## Assigning ethynyl radicals from g shifts and ¹³C hyperfine couplings

Six doublet radicals carry an ethynyl group, and the marked atom is its inner carbon. Which B3LYP row belongs to which candidate, and how far do the magnetic values alone decide?

PySCF 2.14.0, B3LYP with density fitting, IGLO-III on C and F, pcH-1 on H, gas phase, PBE0-D3(BJ)/def2-SVP geometries. Doublet radicals with ethynyl on different carriers (SMILES, * marks the bond); the marked atom is the ethynyl carbon at that bond. g shifts are from the free-electron value (mean-field spin-orbit, GIAO), hyperfine couplings are for 13C, and spins are Mulliken populations. Candidates: *c1cc[c]cc1C=C, *C1=C[CH]CC=C1C=C, *c1ccc[c]c1C=C, *[CH]C, *[CH2], *[C]1CC=CC=C1C=C.

| row | bond to the carrier (Å) | isotropic g shift (ppm) | largest g shift (ppm) | lowest g shift (ppm) | spin on the marked atom (e) | A iso, marked atom (MHz) | largest dipolar part (MHz) |
| --- | --- | --- | --- | --- | --- | --- | --- |
| A | 1.407 | 347 | 670 | -137 | -0.17 | -43.5 | 14.8 |
| B | 1.371 | 433 | 902 | -121 | -0.24 | -64.6 | 23.4 |
| C | 1.408 | 353 | 704 | -136 | -0.13 | -35.3 | 11.6 |
| D | 1.427 | -30 | 775 | -659 | 0.00 | 11.5 | 2.8 |
| E | 1.430 | -84 | 737 | -795 | 0.01 | 4.3 | 0.7 |
| F | 1.375 | 399 | 821 | -124 | -0.24 | -64.2 | 22.7 |

The g shifts are the mean, largest and lowest principal values relative to the free electron. A iso is the Fermi-contact coupling, proportional to the spin density at the ¹³C nucleus; the dipolar part measures anisotropic spin around it. ⟨S²⟩ is 0.75 for a pure doublet.

### Two limits: π and σ

In a planar π radical the spin sits in p orbitals along the normal. Rotation about that axis leaves each of them unchanged, so the one-centre part of the orbital-Zeeman/spin-orbit term vanishes there (two-centre terms and polarised σ bonds leave a remainder, small for carbon), and mainly the relativistic mass correction −α²gₑ⟨T⟩ remains, with α ≈ 1/137 and ⟨T⟩ the kinetic energy of the spin density. For a Slater carbon 2p orbital the exponent is ζ = (6 − 2.75)/2 = 1.625 and ⟨T⟩ = ζ²/2 = 1.32 hartree, so the shift is −2.00 × 1.32/137² = −141 ppm, with nothing fitted. The lowest shifts of A, B, C and F lie 4 to 20 ppm above this. The formula is part of the calculation itself; the agreement shows that the spin is carbon-2p-like, and the computed orbital parts along this axis are below 10 ppm.

In the other limit the spin occupies an in-plane hybrid on one carbon. Standard theory lets spin-orbit coupling mix it with empty π* orbitals (negative shift) and filled orbitals (positive shift). D and E have lowest shifts of −659 and −795 ppm, mostly orbital, and their small isotropic shifts are cancellations. They are surely the two aryl σ radicals: almost no spin reaches the marked atom, and their bonds to the carrier are the longest.

### The four π radicals

Allyl is the simpler model. Its singly occupied orbital has a node on the middle carbon, where exchange with the end spins polarises the paired electrons and leaves negative spin. The marked carbon plays that part, hence negative spin and negative A iso in all four rows. The analogy covers topology only: the alkyne has unequal bonds, a second π bond and sp hybrids, so allyl's constants do not transfer.

In Hückel theory the coefficients of the non-bonding orbital sum to zero around each nodal atom. In a propargyl radical both neighbours of the marked carbon share all the spin. In either cyclohexadienyl four atoms share it equally (the vinyl group hangs on a node and gets none), and only two are neighbours: 2/4 = 1/2. Relative to B, the couplings of A and C are 0.67 and 0.55, and F's is 0.99. So B and F are surely the propargyls and A and C the cyclohexadienyls, whose longer bonds fit less allenyl character.

A McConnell-type relation A = Qx was fitted to these four rows. With x the summed Mulliken spin of the two neighbours, Q ≈ −49 MHz; row A, part of the fit, gives −49.1 × 0.85 ≈ −42 MHz against −43.5. Taking the atom's own spin fits about equally well (rms 1.0 against 1.4 MHz; the small advantage comes from the rounding of the tabulated spin and disappears with the unrounded populations). Own and neighbour spin are nearly proportional, so the fit cannot choose between them. The analysis printed below lists the residuals.

### Within the pairs

D or E: the marked carbon is three bonds from the radical centre in the meta isomer and four in the para isomer. σ delocalisation onto atoms attached to the ring tends to decay with bond count; ring-hydrogen spins in one of these runs fall 0.022, 0.010, 0.002 from ortho to para. The larger coupling makes D probably meta. A point dipole agrees in order (0.76 against 0.52 MHz) but falls short of D's 2.8 MHz by a factor 3.7. Population is no guide: D has 0.00 e yet +11.5 MHz, since a net population can hide s and p parts of opposite sign.

A or C: Hückel ties them, and the dot in the SMILES does not locate the spin. One carrier is the centre of the pentadienyl chain, the other an end. McLachlan's polarisation correction gives the marked atom more negative spin on the centre, but only −0.124 against −0.120, whereas the couplings differ by a factor 1.23. An assumed 10 % alternation of the ring resonance integrals gives about that factor; that alternation is the cause remains a guess. A as centre is probable, though the size of the gap leans on that assumption. Their isotropic shifts, 347 and 353 ppm, are too close to rank, and ⟨S²⟩ near 0.80 signals contamination that can affect polarisation couplings.

B or F: 0.4 MHz separates the couplings. A methyl group draws off some spin by hyperconjugation, which suggests that F, with lower g shifts and dipolar part, is methylated. For one conformer without vibrational averaging this stays ambiguous; the atoms on the carrying carbon or the point group settle it.

### The labels

The rows with their labels:

| carrier | formula | atoms on the carrying C | bond to the carrier (Å) | point group | sum of bond angles at the marked atom (°) | isotropic g shift (ppm) | largest g shift (ppm) | lowest g shift (ppm) | <S^2> | spin on the marked atom (e) | A iso, marked atom (MHz) | largest dipolar part (MHz) |
| --- | --- | --- | --- | --- | --- | --- | --- | --- | --- | --- | --- | --- |
| *C1=C[CH]CC=C1C=C | C10H9 | C C | 1.407 | Cs | 175 | 347 | 670 | -137 | 0.789 | -0.17 | -43.5 | 14.8 |
| *[C]1CC=CC=C1C=C | C10H9 | C C | 1.408 | C1 | 174 | 353 | 704 | -136 | 0.803 | -0.13 | -35.3 | 11.6 |
| *c1ccc[c]c1C=C | C10H7 | C C | 1.427 | Cs | 179 | -30 | 775 | -659 | 0.759 | 0.00 | 11.5 | 2.8 |
| *c1cc[c]cc1C=C | C10H7 | C C | 1.430 | Cs | 178 | -84 | 737 | -795 | 0.758 | 0.01 | 4.3 | 0.7 |
| *[CH]C | C4H5 | C H | 1.375 | C1 | 179 | 399 | 821 | -124 | 0.770 | -0.24 | -64.2 | 22.7 |
| *[C](F)F | C3HF2 | F F | 1.362 | C2v | 180 | 1210 | 2220 | -348 | 0.769 | -0.26 | -75.3 | 22.4 |
| *[CH2] | C3H3 | H H | 1.371 | C2v | 180 | 433 | 902 | -121 | 0.771 | -0.24 | -64.6 | 23.4 |

All six assignments hold: A `*C1=C[CH]CC=C1C=C`, B `*[CH2]`, C `*[C]1CC=CC=C1C=C`, D meta, E para, F `*[CH]C`. The computed populations put 0.99 of the spin on one ring carbon in D and E, make the chain centre the richest atom in both cyclohexadienyls (0.52 and 0.50), and show methyl lowering the carrier spin from 0.80 to 0.77. The runs report no stability result, so each state is taken as found.

The seventh row, `*[C](F)F`, was kept out of the fits because fluorine takes spin, and it breaks both carbon models. Its lowest shift lies 207 ppm below the Slater value: the mass correction grows to −217 ppm, as spin in compact fluorine 2p orbitals would make it, and the orbital part along this axis is no longer small (−130 ppm). The neighbour relation misses A iso by 15 MHz out of 75, for a reason the numbers do not show. The radical is planar, so pyramidalisation is excluded. The mean orbital part of g is 2.6 times that of `*[CH2]`; the standard cause is fluorine's spin-orbit constant, roughly ten times carbon's (a rough recalled ratio). Fluorine dipolar couplings of 340 MHz point to a p spin of order 0.1 per atom, well above the Mulliken 0.028.

The same arguments predict a smaller negative coupling for ethynyl on a spin-bearing (not a nodal) carbon of a longer polyenyl chain, and, if carbon follows the ring-hydrogen order, a larger coupling than D's for a σ centre ortho to the carrier; neither case was computed.

Output of the analysis:

```
Slater C2p mass correction -140.8 ppm (no fit); g rounding 0.5 ppm
chd-centre gmin-model      4 rmc  -142 orb    -2 span   807 ppm; s2-.75 0.039
chd-end    gmin-model      5 rmc  -141 orb    -5 span   840 ppm; s2-.75 0.053
sig-meta   gmin-model   -518 rmc  -164 orb  -522 span  1434 ppm; s2-.75 0.009
sig-para   gmin-model   -654 rmc  -163 orb  -662 span  1532 ppm; s2-.75 0.008
CHMe       gmin-model     17 rmc  -140 orb     7 span   945 ppm; s2-.75 0.020
CF2        gmin-model   -207 rmc  -217 orb  -130 span  2568 ppm; s2-.75 0.019
CH2        gmin-model     20 rmc  -137 orb     8 span  1023 ppm; s2-.75 0.021
d=0: Hueckel neighbours cen/end/prop 0.50 0.50 1.00; McL marked -0.124 -0.120 -0.212
d=0.1: Hueckel neighbours cen/end/prop 0.60 0.45 1.00; McL marked -0.139 -0.112 -0.212
d=0.2: Hueckel neighbours cen/end/prop 0.69 0.38 1.00; McL marked -0.153 -0.102 -0.212
A = Q*x fitted on 4 hydrocarbon pi rows; residuals MHz, order: chd-centre chd-end sig-meta sig-para CHMe CF2 CH2
own spin   Q  266.4 MHz rms 1.0: 1.8 -0.7 11.5 1.6 -0.3 -6.0 -0.7
neighbours Q  -49.1 MHz rms 1.4: -1.8 -0.9 15.4 1.5 -0.2 -14.8 1.8
McL d=0    Q  308.5 MHz rms 2.9: -5.2 1.7 nan nan 1.2 -9.9 0.8
floors: A 0.05 MHz; spin rounding 0.005 = 1.3 MHz
pi rows ['chd-centre', 'chd-end', 'CHMe', 'CF2', 'CH2']
 neighbour spin [0.85 0.7  1.3  1.23 1.35]  own/neighbour [-0.2  -0.19 -0.18 -0.21 -0.18]
 A/neighbour MHz [-51.3 -50.5 -49.3 -61.2 -47.8]  dip/|own| MHz [87. 89. 95. 86. 98.]
bond = 1.443 -0.129*terminal spin (A); resid mA all rows [  6.  -4. -14. -16.  -0.  -9.  -2.]
terminal H McConnell Q MHz (end,CF2,CH2; A_H from outputs) [-80.5 -80.9 -81.5]
chd-centre-chd-end: dA -8.2 MHz, ratios A 1.23 dip 1.28 nb 1.21; dgiso -6 dgmax -34 ppm, dbond -1 mA
sig-meta-sig-para: dA 7.2 MHz, ratios A 2.67 dip 4.00 nb -1.40; dgiso 54 dgmax 38 ppm, dbond -3 mA
CHMe-CH2: dA 0.4 MHz, ratios A 0.99 dip 0.97 nb 0.96; dgiso -34 dgmax -81 ppm, dbond 4 mA
CF2-CH2: dA -10.7 MHz, ratios A 1.17 dip 0.96 nb 0.91; dgiso 777 dgmax 1318 ppm, dbond -9 mA
chd-centre-CH2: dA 21.1 MHz, ratios A 0.67 dip 0.63 nb 0.63; dgiso -86 dgmax -232 ppm, dbond 36 mA
chd-end-CH2: dA 29.3 MHz, ratios A 0.55 dip 0.50 nb 0.52; dgiso -80 dgmax -198 ppm, dbond 37 mA
sig-meta: r 3.73 A, point dipole 0.76 MHz, table/model 3.7
sig-para: r 4.23 A, point dipole 0.52 MHz, table/model 1.3
ring-H spin (outputs): meta row o/m/p 0.022 0.010 0.002; para row o/o/m 0.019 0.020 0.009
pentadienyl spin end/centre/end (outputs): centre row .35 .52 .35; end row .46 .50 .37
F p spin from dipolar ~0.10 each vs Mulliken 0.028; g_iso ratio CF2/CH2 2.79
mean orbital part 1389/543 ppm = 2.6; crude zeta weighting (C 28, F 270 cm-1, rough) 2.7
```
